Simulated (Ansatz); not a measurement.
**A family of molecules: the HOMO–LUMO gap**

All atoms of one element are swapped for its congeners: C2H5F `CCF`; SiH2(SiH3)F; GeH2(GeH3)F. All are singlets with charge 0.

Shapes, held fixed at every level: PBE0-D4/def2-TZVP. Programs: Ansatz 0.2.0. Values in eV.

**Question.** How should the HOMO–LUMO gap change along the series?

**Answer.** At wB97X-V/def2-TZVPP the HOMO–LUMO gap isn't monotonic: it is largest for C and smallest for Si (15.18 and 12.13 eV). Every level shows the same order. Relativity is left out for Ge. Orbital gaps aren't excitation energies, and the LUMO depends on the basis.

```csv
level,C2H5F,SiH2(SiH3)F,GeH2(GeH3)F
SPW92/def2-TZVPP,8.25,5.54,5.69
r2SCAN-D4/def2-TZVPP,9.56,6.29,6.40
BHLYP-D4/def2-TZVPP,12.98,9.80,9.81
r2SCAN0-D4/def2-TZVPP,11.67,8.12,8.21
wB97M-V/def2-TZVPP,14.62,11.59,11.77
wB97X-V/def2-TZVPP,15.18,12.13,12.16
```

The main step is from carbon to silicon; silicon and germanium are nearly level, with BHLYP-D4 giving 9.80 and 9.81 eV. Carbon's compact valence orbitals overlap strongly, which holds the σ levels deep and pushes their antibonding partners high. The longer, weaker Si–Si and Ge–Ge bonds split less, so the HOMO is probably a raised σ level dominated by the heavy-atom bond, and the LUMO probably has σ* character. In the carbon compound the lowest empty level is more likely diffuse and Rydberg-like.

The near-tie further down the group fits the poor shielding by germanium's filled 3d shell, which keeps its valence orbitals close to silicon's in size and energy. The drop from carbon is therefore well supported, but the minimum at silicon is not: scalar relativity would stabilise the s-rich antibonding levels of germanium and could reverse so small a difference. The gap widens from r2SCAN-D4 to r2SCAN0-D4 in all three molecules, probably because exact exchange lowers the occupied levels relative to the empty ones.
